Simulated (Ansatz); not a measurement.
## Electron–phonon coupling and T_c of As (computed with Ansatz 0.2.0)

Space group R-3m (No. 166), 2 atoms in the cell of the first input below: a = 4.008 Å, b = 4.008 Å, c = 4.008 Å, α = 56.31°, β = 56.31°, γ = 56.31°.

The cell was built from a prototype of a structure type listed for this element, relaxed without spin–orbit coupling to zero pressure (pressure 0.0 GPa with this functional, without spin–orbit coupling). Functional: PBEsol.

Input:

```yaml
crystal:
  lattice:
    - [1.8913928289, 1.0919961589, 3.361165176]
    - [-1.8913928289, 1.0919961589, 3.361165176]
    - [0.0, -2.1839923178, 3.361165176]
  atoms:
    - { symbol: As, position: [0.230235209, 0.230235209, 0.230235209] }
    - { symbol: As, position: [0.769764791, 0.769764791, 0.769764791] }
basis:
  ecutwfc: 420
  ecutrho_ratio: 4
kpoints:
  mp_grid: { grid: [12, 12, 12] }
hamiltonian:
  xc: pbesol
scf:
  occupations: { method: methfessel_paxton, width: 0.2 }
output: {}
phonons:
  supercell: [2, 2, 2]
  qpath:
    path:
      - [[0.0, 0.0, 0.0], [0.5, 0.5, 0.5], [0.76296597, 0.23703403, 0.5]]
      - [[0.5, -0.23703403, 0.23703403], [0.5, 0.0, 0.0], [0.0, 0.0, 0.0], [0.36851701, -0.36851701, 0.0]]
      - [[0.63148299, 0.0, 0.36851701], [0.5, 0.0, 0.5], [0.0, 0.0, 0.0]]
    npoints: 6
  electrical_resistivity: { mesh: [24, 24, 24], temperatures: [50, 100, 200, 300, 500] }
  superconductivity: { mesh: [24, 24, 24], eliashberg_equations: false }
```

```bash
ansatz run input.yaml --threads 8 --pin off --max-ram 15360MiB --backend cpu --events-out ev --progress --plain --runs-dir out
```

Time: 2.4 min on 8 threads of Arm Neoverse V1, with other jobs on the host, peak memory 4 GiB.

On the finest mesh λ = 0.1365, ω_log = 12.689 meV, N(E_F) = 0.083 states per eV, spin and cell. λ by mesh: 24×24×24 0.137, 12×12×12 0.134, 6×6×6 0.162. ω_log by mesh: 12.69, 13.43, 14.09 meV.

Problem. What T_c does McMillan's formula in the Allen–Dynes form give for μ* = 0.10?

Solution. T_c = (ω_log/1.2) exp[−1.04(1+λ)/(λ − μ*(1+0.62λ))] = (147.25 K/1.2) × exp(−1.1820/0.0280) = a value under 10^-16 K, that is no superconductivity at this level.

Caveats: few states lie at the Fermi level, as in a semimetal, so the smearing of 0.2 eV and the mesh draw its small Fermi surface poorly; small supercell, couplings not converged in it.

The calculation gives arsenic a very weak electron–phonon coupling, consistent with its known lack of superconductivity at ambient pressure. The main reason is probably the scarcity of carriers. The rhombohedral structure is a Peierls-like distortion of a simple cubic lattice with half-filled p bands. It separates bonding from antibonding p states and leaves only small electron and hole pockets, hence the low N(E_F) of 0.083 states per eV and few electronic transitions through which phonons can couple.

With λ = 0.1365 barely above μ*, the phonon attraction almost cancels against the Coulomb repulsion. The exponential then magnifies any small change in either quantity, so the T_c value has no quantitative meaning, but even the largest λ in the mesh series, 0.162, leaves it negligible. The steady fall of ω_log with mesh matters far less, since it enters only as a prefactor. The result doesn't carry over to compressed arsenic, where weakening of the distortion restores metallic p bands and superconductivity is known.
